Q: I want the gap between the highest filled and the lowest empty level of molecular CoF₃. I have seven calculations with different shares of exact exchange. Which gap should I believe?

Unrestricted Kohn–Sham calculations with Ansatz 0.2.0 on neutral triplet CoF₃, in the def2-TZVP basis at one fixed PBE0-D4/def2-TZVP geometry. The functional is PBE with the stated share of its exchange replaced by exact exchange. HOMO and LUMO are the highest filled and lowest empty levels over both spins; spin squared is in ħ².

| exact exchange (%) | homo (eV) | lumo (eV) | homo lumo gap (eV) | spin squared |
| --- | --- | --- | --- | --- |
| 0 | -7.362 | -6.974 | 0.387 | 2.378 |
| 5 | -7.991 | -6.839 | 1.152 | 2.404 |
| 10 | -8.623 | -6.699 | 1.924 | 2.416 |
| 15 | -9.243 | -6.554 | 2.689 | 2.416 |
| 25 | -10.449 | -6.230 | 4.220 | 2.414 |
| 35 | -11.547 | -5.861 | 5.686 | 2.453 |
| 50 | -13.133 | -5.253 | 7.881 | 2.525 |

A: None of them yet. The gap runs from 0.39 eV in pure PBE to 7.88 eV at half exact exchange, a factor of about twenty. The atoms stay in the same places, so the whole change is electronic. The rows at 0 and 25 % also carry a dispersion correction, but it is only added to the total energy and leaves the levels alone. A quantity that follows a setting this closely reports the setting as much as the molecule.

Q: Would I notice the trouble if I had only two neighbouring rows?

A: Yes, and that is a useful test. Between 0 and 15 %, five more points of exact exchange widen the gap by about 0.77 eV. Two calculations that look equally reasonable therefore disagree by far more than a chemist would accept. The levels also show where the disagreement sits: over the whole table the HOMO sinks by 5.77 eV, about three quarters of the gap's growth, while the LUMO rises by the rest.

Q: Why should a filled level sink when exact exchange is added?

A: In PBE an electron still feels part of the repulsion from its own charge cloud. That false repulsion pushes filled levels up. Exact exchange cancels the self-repulsion of each filled orbital, so every added portion lets the HOMO sink. The error is largest for a compact orbital, because a small charge cloud repels itself strongly.

Q: And the LUMO? There is no electron in it that could repel itself.

A: That is why it moves the other way. The PBE exchange potential is a single attractive potential for each spin, and it acts on filled and empty orbitals alike. Exact exchange gives an empty orbital only the attraction that comes from its overlap with filled orbitals of the same spin, which is usually weaker. Replacing one by the other takes attraction away, and the LUMO rises.

Q: So more exact exchange is simply better?

A: Only up to a point. Imagine removing an electron in small fractions. The exact energy would change along a straight line, and the HOMO would equal minus the ionisation energy. The PBE energy sags below that line, which puts the HOMO too high and the LUMO too low. Full exact exchange usually bends the energy the other way and makes the gap too wide, so a large gap in the last row is no sign of quality.

Q: How would I find the right share, then?

A: Keep the atoms in place, and calculate the total energies of the neutral molecule and of the cation left when the HOMO electron is removed. At a suitable share, their difference equals minus the HOMO energy. The same test with the anion checks the LUMO. The two tests need not agree on one share, because the error depends on how compact each orbital is.

Q: Could I save work by calculating a few small shares and drawing a straight line?

A: There is a good reason to try. As long as the orbitals keep their shape, a level shifts in proportion to the share. The slope is the difference between what exact exchange and PBE exchange do to that orbital. I fitted one line to the HOMO and one to the LUMO, using the four rows from 0 to 15 %. For the HOMO at 50 %, a row outside the fit, the line gives

−7.363 − 0.1255 × 50 = −13.64 eV.

The calculation gives −13.13 eV, so the line is half an electronvolt too deep. At 25 % it was still good to about 0.05 eV. That miss is small, but it already exceeds the scatter of the fitted rows, and it grows as the line is carried further.

Q: But when I plot the gap against the share, it looks almost straight.

A: The gap hides the failure. At 50 % the LUMO line is also too deep, by about 0.3 eV. A HOMO placed too deep makes the predicted gap too wide, and a LUMO placed too deep makes it too narrow. The two errors partly cancel, and the gap is missed by only about 0.2 eV. A straight gap is therefore no evidence that both levels behave simply, and each should be plotted by itself.

Q: What bends the HOMO?

A: Look at the levels beneath it. In pure PBE the HOMO belongs to a pair of filled spin-down levels that stands 2.4 eV above the next spin-down level. Four filled spin-up levels are also set apart from those below. Four up and two down is the count for six d electrons in a triplet, so I read these as cobalt d levels and the ones below as mainly fluorine levels. That reading rests on the count and the spacing, not on an analysis of the orbitals.

Q: Why does it matter what lies beneath?

A: Because the two kinds of level sink at different rates. From 0 to 10 %, the next spin-down level falls only a little more than half as fast as the HOMO. This fits the self-repulsion argument: a d electron sits on one atom, whereas a fluorine electron can be spread over three. The d-like pair is thus catching up with the level below it, and the straight lines would meet at about 44 % exact exchange.

Q: And after they meet, the HOMO is a different orbital?

A: It may be, or it may be a mixture of the two. The HOMO is whichever filled level is highest, so beyond the meeting point it should follow the slower one. Carrying the slower level to 50 % from its values at 0 and 10 % gives

−9.89 − 0.0685 × 50 = −13.32 eV.

This misses the calculated HOMO by about 0.2 eV instead of 0.5 eV. The remaining error has the expected sign, since two levels that approach and mix push the upper one up.

Q: Is that enough to settle the cause?

A: No. The LUMO bends too, although up to 35 % no other empty spin-up level lies anywhere near it. There the orbitals, filled or empty, must be changing their shape as the share grows, and that can bend the HOMO too. At 35 %, before the two lines meet, the HOMO already lies about 0.2 eV above its line, and the second estimate doesn't mend that. The approach of a slower level may account for part of the HOMO's bend, but an orbital analysis at high share would be needed to separate the two effects.

Q: Would another trifluoride behave in the same way?

A: Compare aluminium trifluoride, which has no partly filled d shell. Its highest filled levels are fluorine lone pairs, so the same reasoning suggests a HOMO that sinks more gently. It would also have no d level catching up from above. I would expect this from the mechanism, but these calculations don't test it.

Q: Suppose I find a share that passes your test. Do I then have the gap of the real molecule?

A: You would have a better gap for the state that was calculated, and that is a triplet by choice. It may not even be the lowest triplet: the solution was only checked for stability, and another filling of the d levels could lie lower and have a different gap. The molecule is known to have a quintet ground state, with two more unpaired electrons. No share of exact exchange turns one state into the other.

Q: Does the table at least describe a clean triplet?

A: Not quite. A pure triplet has a spin squared of 2, and these rows lie between 2.38 and 2.53. A quintet has 6, so dividing the excess by 4 gives the largest possible weight of other spin states in the determinant: about 9 % in pure PBE and 13 % at half exact exchange. The fault is present before any exact exchange is added, and it grows at 35 and 50 %.

Q: Where does it come from?

A: The calculation uses one determinant and lets spin-up and spin-down electrons have different orbitals. Electrons that should form a pair can then move partly apart, which lowers the energy but spoils the spin. The excess counts how much spin-down charge has lost its spin-up partner, here roughly half an electron at most. A proper description of such a state would combine several determinants.

Q: Can I at least compare the printed gap with an absorption spectrum?

A: That would be a further mistake. From 0 to 10 %, the HOMO is a spin-down level and the LUMO a spin-up level, so the printed gap joins levels of opposite spin. Ordinary light absorption keeps the spin. In pure PBE the smallest gap between levels of equal spin is 0.82 eV, about twice the printed one. Even that is only an orbital difference and not an excitation energy, because it leaves out how the electrons respond when one of them is promoted.

The fitted lines and their misses are in the output below.

Printed output of the fit:

```
fit of homo on 4 rows (exact_exchange < 20): constant -7.363 +/- 0.0033, coefficient of exact_exchange -0.1255 +/- 0.00035; rms 0.00281, worst 10 0.0045, leave-one-out rms 0.00645
  rows outside the fit (model, value, miss): 25 -10.5, -10.45, -0.052; 35 -11.76, -11.55, -0.209; 50 -13.64, -13.13, -0.506
fit of lumo on 4 rows (exact_exchange < 20): constant -6.976 +/- 0.003, coefficient of exact_exchange 0.028 +/- 0.00032; rms 0.0025, worst 15 -0.0025, leave-one-out rms 0.00641
  rows outside the fit (model, value, miss): 25 -6.277, -6.23, -0.0465; 35 -5.997, -5.861, -0.136; 50 -5.577, -5.253, -0.324
Slopes from the row before (eV per % of share) and misses of the lines (prediction less value, eV):
  row  HOMO slope  LUMO slope  gap slope  HOMO line miss  LUMO line miss  gap line miss  higher of two lines miss
    0         n/a         n/a        n/a         -0.0015         -0.0025         -0.001                   -0.0015
    5     -0.1258       0.027      0.153       8.882e-16          0.0025         0.0025                 8.882e-16
   10     -0.1264       0.028     0.1544          0.0045          0.0025         -0.002                    0.0045
   15      -0.124       0.029      0.153          -0.003         -0.0025         0.0005                    -0.003
   25     -0.1206      0.0324     0.1531          -0.052         -0.0465         0.0055                    -0.052
   35     -0.1098      0.0369     0.1466          -0.209         -0.1355         0.0735                    -0.209
   50     -0.1057     0.04053     0.1463         -0.5055         -0.3235          0.182                   -0.1827
Growth of the gap from 0 to 50 % (eV): 7.494
Gap at 50 % over gap at 0 % (ratio): 20.36
Part of the growth due to the sinking HOMO (%): 77.01
Gap change for 5 points of share, from the lines (eV): 0.7675
Slope of the next beta level below the top pair, 0 to 10 % (eV per %): -0.06847
HOMO slope over slope of that next level (ratio): 1.833
Distance from top beta pair to next beta level at 0 % (eV): 2.37
Distance from top beta pair to next beta level at 10 % (eV): 1.823
Share at which the HOMO line meets the next-level line (%): 44.34
Alpha-alpha gap at 0 % (eV): 1.152
Beta-beta gap at 0 % (eV): 0.823
Alpha-alpha gap at 10 % (eV): 2.668
Beta-beta gap at 10 % (eV): 2.657
Smallest excess of spin squared over 2: 0.378
Largest excess of spin squared over 2: 0.525
Upper bound of non-triplet weight, least contaminated row (%): 9.45
Upper bound of non-triplet weight, most contaminated row (%): 13.12
```
